Kohn-Sham levels of cubic BN (F-43m, 2-atom cell) at points of the k mesh, computed with ABACUS 3.10.1 using PBE, plane waves to 1142.88 eV and PseudoDojo NC SR 0.4.1 PBE standard pseudopotentials. The mesh is 13×13×13, with Fermi-Dirac smearing of 0.05 eV and neither spin polarisation nor spin-orbit coupling. Energies are counted from the valence top.

| point a (reciprocal cell vector) | point b (reciprocal cell vector) | point c (reciprocal cell vector) | level under 3 (eV) | level under 2 (eV) | level under 1 (eV) | level over 1 (eV) | level over 2 (eV) |
| --- | --- | --- | --- | --- | --- | --- | --- |
| 0.0000 | 0.0000 | 0.0000 | 0.000 | 0.000 | 0.000 | 8.832 | 8.832 |
| 0.2308 | 0.2308 | 0.2308 | -4.862 | -1.005 | -1.005 | 9.538 | 10.218 |
| 0.3846 | 0.3846 | 0.3846 | -9.079 | -1.743 | -1.743 | 9.976 | 10.719 |
| 0.1538 | 0.1538 | 0.0000 | -1.795 | -1.532 | -1.532 | 7.896 | 10.981 |
| 0.2308 | 0.2308 | 0.0000 | -3.496 | -2.707 | -2.707 | 7.058 | 11.737 |
| 0.3077 | 0.3077 | 0.0000 | -5.383 | -3.719 | -3.719 | 6.073 | 10.698 |
| 0.4615 | 0.4615 | 0.0000 | -8.629 | -4.816 | -4.816 | 4.596 | 9.340 |

Point 1 is the centre of the Brillouin zone, Γ. Points 2 and 3 lead from there towards L, and points 4 to 7 lead from Γ towards X, so the jump between points 3 and 4 is a change of direction and not a feature of a band. Energies count from the highest filled level, which lies at Γ. The lowest empty level of the table lies at point 7, near X. Two things therefore need a reason: why the filled levels peak at Γ, and why the lowest empty level dips towards X only.

**Point 1: the weakest bonding**

At Γ three filled levels share the energy zero. They are p-like states, one for each direction in space, and they lie mainly on nitrogen. In a wave that repeats unchanged from cell to cell, each nitrogen p orbital meets boron p orbitals of its own direction. End-on (sigma) and sideways (pi) overlap then work against each other, and little net bonding is left.

Any wave with a finite wave vector changes the phases between neighbouring bonds. What this does to the p orbitals at right angles to the wave vector depends on its direction. Towards X, such a nitrogen orbital can also couple to a boron p orbital of another direction, and in this coupling the sigma and pi parts add. Towards L, threefold symmetry lets it couple only to the boron p orbital of its own direction, but the changed phases keep sigma and pi overlap from cancelling as fully as at Γ. In both cases the bonding grows, and the filled levels sink. This argument from orbitals is why the valence top belongs at Γ.

**Points 2 and 3: towards L**

Away from Γ the three levels split into a pair (level under 1 and level under 2) and a single level (level under 3). At point 3 the pair has sunk by only 1.7 eV, the single level by 9.1 eV. The pair consists of p orbitals at right angles to the wave vector, which symmetry keeps apart from the s orbitals.

The single level has its p orbital along the wave vector, and its steep fall is easiest to see from the limit of nearly free electrons. Near the zone boundary two plane waves have much less kinetic energy than the others. The lowest valence band takes one combination of them, and the single level takes the other. The same happens towards X, where the single level has reached -8.6 eV at point 7. Point 3 lies only 77 % of the way to L, so in that direction the level is expected to sink further still.

**Points 4 to 7: the pair towards X**

Towards X the pair sinks much further, to -4.8 eV at point 7. A model with two levels shows how this comes about. Let a nitrogen p level and a boron p level lie $\Delta$ below and above their midpoint, and let $h$ be the coupling between them. They then repel each other to $\pm\sqrt{\Delta^2+h^2}$ about the midpoint.

Take p orbitals along the cube axes, call the coupling between like ones $v$ and that between unlike ones $w$, and let $x$ be the column point a. Adding up the phases of the four neighbours towards X gives

$$h^2=v^2\cos^2(\pi x)+w^2\sin^2(\pi x)=v^2+S\sin^2(\pi x),\qquad S=w^2-v^2 .$$

At Γ only $v$ acts, at X only $w$. The separation at Γ is the direct gap there, $G=8.832$ eV, which fixes $\Delta^2+v^2=G^2/4$. With the zero at the valence top, the filled pair follows

$$E=\frac{G}{2}-\sqrt{\frac{G^2}{4}+S\sin^2(\pi x)} .$$

Point 7 alone sets $S=66.7$ eV². Point 5, which had no part in setting it, has $x=0.2308$ and $\sin^2(\pi x)=0.440$, so that

$$E=4.416-\sqrt{19.50+66.7\times0.440}=4.416-6.99\approx-2.57\ \text{eV}.$$

The calculation gives -2.71 eV. At points 4 to 6 the model stays within 0.14 eV of the computed pair, whereas a plain sine-squared band set by the same point misses by up to 0.56 eV. The model reads the difference this way: the further two levels are already apart, the less a given increase in $h^2$ moves them. The pair therefore sinks quickly at first and then levels off. The computed pair lies below the model at all three points, so it bends even more than the model allows, and the match supports the shape rather than the exact numbers.

**Back to L with the same model**

Towards L the neighbours' phases are less favourable. The orbitals at right angles to the wave vector are here mixtures of those along the cube axes, so $v$ and $w$ both enter the one coupling between mixtures of the same direction. The same sum over four neighbours replaces $S$ by $(w-v)(w+3v)/4$. If $v$ is negligible, this is a quarter of the value towards X; if $v$ came close to $w$, it would approach one half, an edge out of reach here, since $v^2$ cannot exceed $G^2/4=19.50$ eV² while $w^2$ exceeds $v^2$ by 66.7 eV². Points 2 and 3 require 0.34 and 0.32 of the value towards X, inside that window. The shallow fall towards L is thus what the tetrahedral arrangement of the bonds leads one to expect, though a window this wide cannot exclude other contributions.

The model has a weak side, which shows in the empty levels. A fixed midpoint demands an empty pair that rises as far as the filled pair sinks. At point 4 that pair should lie at 10.36 eV, but the two empty levels listed there differ in energy, so a pair can begin no lower than the second of them, at 10.98 eV. The midpoint must therefore drift upwards, by at least 0.3 eV at point 4, and it is expected to drift much more near X, where the empty pair lies above the listed levels. An upward drift lifts the filled pair, so the fitted $S$ understates the true coupling. The match of shape towards X and the ratio towards L hold for this effective strength only.

**The empty valley near X**

The first empty level (level over 1) rises by 1.1 eV on the way to point 3 but falls by 4.2 eV on the way to point 7. Nearly free electrons again supply the reason for the contrast. At Γ the states on both sides of the gap are built mainly from plane waves whose squared wave vector is 3, in units of $(2\pi/a)^2$ with $a$ the cube edge. The corresponding waves have 2 at X but still 2.75 at L. A state that moves towards X can therefore shed much kinetic energy, and one that moves towards L only a little.

For free waves the drop at point 7 would be about 11 eV, well over twice the real one. Towards L free waves would also drop somewhat, while the computed level rises, so there the crystal potential outweighs the kinetic gain. The picture is good for the contrast between the two directions and for its order of magnitude, not for the level itself.

The second empty level (level over 2) looks irregular: it climbs to 11.7 eV at point 5 and then drops to 9.3 eV at point 7. The columns are sorted by energy and do not follow one band. Four plane waves share the squared wave vector 2 at X; two of their combinations form the filled pair, and two are left for empty states. At point 4 the column is probably still the rising empty pair. At point 5 that pair, with the excess over the mirror seen at point 4, would already lie near 12.16 eV, above the listed level. From point 5 on the column is therefore expected to hold a single band that rises from a level at Γ above the listed ones, passes over a hump and falls to the second of these combinations at X.

**What the gap means**

Since the filled pair and the first empty level both fall towards X, the vertical distance between them changes little: it is 8.8 eV at Γ, at most 9.8 eV at the points between, and 9.4 eV at point 7. The smallest distance between any filled and any empty level is only 4.6 eV, but it joins two different wave vectors. Light alone hardly changes the wave vector of an electron, so absorption near this smaller gap needs help from a lattice vibration and is weak. The threshold of absorption and the onset of strong absorption are therefore far apart.

Several limits apply to the value of 4.6 eV. Point 7 reaches 92 % of the way to X, and the conduction minimum of cubic BN is known to lie at X itself, so the gap of this calculation is slightly smaller still. PBE, in turn, underestimates such gaps; the measured one is roughly 6 eV, a rounded figure from general knowledge. The calculation also holds the atoms still, so the effect of lattice vibrations on the gap is missing, and its mesh and cutoff are usual working values, not converged limits. The order of the levels is a safer result than their distance.

Diamond is the natural neighbour, with the same arrangement of bonds and the same number of valence electrons but two equal atoms. Its valence top also lies at Γ, for the same reason of weak bonding, and its lowest empty level also lies in the direction of X. Its minimum, however, comes before X is reached, because with equal atoms the two low empty bands meet at X and cross there with a finite slope. In BN the difference between boron and nitrogen separates these two bands and makes each of them flat at X, which allows the minimum to sit at the zone boundary.

The printed analysis below compares the two-level model, set at Γ and point 7, with the remaining rows and lists the free-wave estimates.

Numerical output:

```
Upper valence pair and two-level model, eV:
     row  computed  model_shallow_edge  model_deep_edge  pair_above_single
     0.0         0                   0                0                  0
  0.2308    -1.005             -0.7643           -1.429              3.857
  0.3846    -1.743              -1.422           -2.559              7.336
  0.1538    -1.532              -1.406           -1.406              0.263
  0.2308    -2.707              -2.572           -2.572              0.789
  0.3077    -3.719              -3.626           -3.626              1.664
  0.4615    -4.816              -4.816           -4.816              3.813
Empty levels, eV:
     row  first_empty_from_centre  direct_gap  mirrored_pair  second_empty_less_mirror  free_wave_drop
     0.0                        0       8.832          8.832                         0               0
  0.2308                    0.706       10.54          9.837                     0.381           3.452
  0.3846                    1.144       11.72          10.58                     0.144           3.723
  0.1538                   -0.936       9.428          10.36                     0.617           5.955
  0.2308                   -1.774       9.765          11.54                     0.198           8.124
  0.3077                   -2.759       9.792          12.55                    -1.853           9.748
  0.4615                   -4.236       9.412          13.65                    -4.308           11.37
Share of the way to X reached by point 7, percent: 92.3
Share of the way to L reached by point 3, percent: 76.92
Lowest empty level less valence top on these points, eV: 4.596
Strength S set by point 7, eV squared: 66.7
Largest miss of two-level model at points 4 to 6, eV: 0.1346
Largest miss of plain sine-squared band at points 4 to 6, eV: 0.5575
Smallest ratio of S towards L to S towards X: 0.3161
Largest ratio of S towards L to S towards X: 0.337
First empty level at point 2 less that at point 5, eV: 2.48
Same difference for free waves, rough scale, eV: 4.671
```
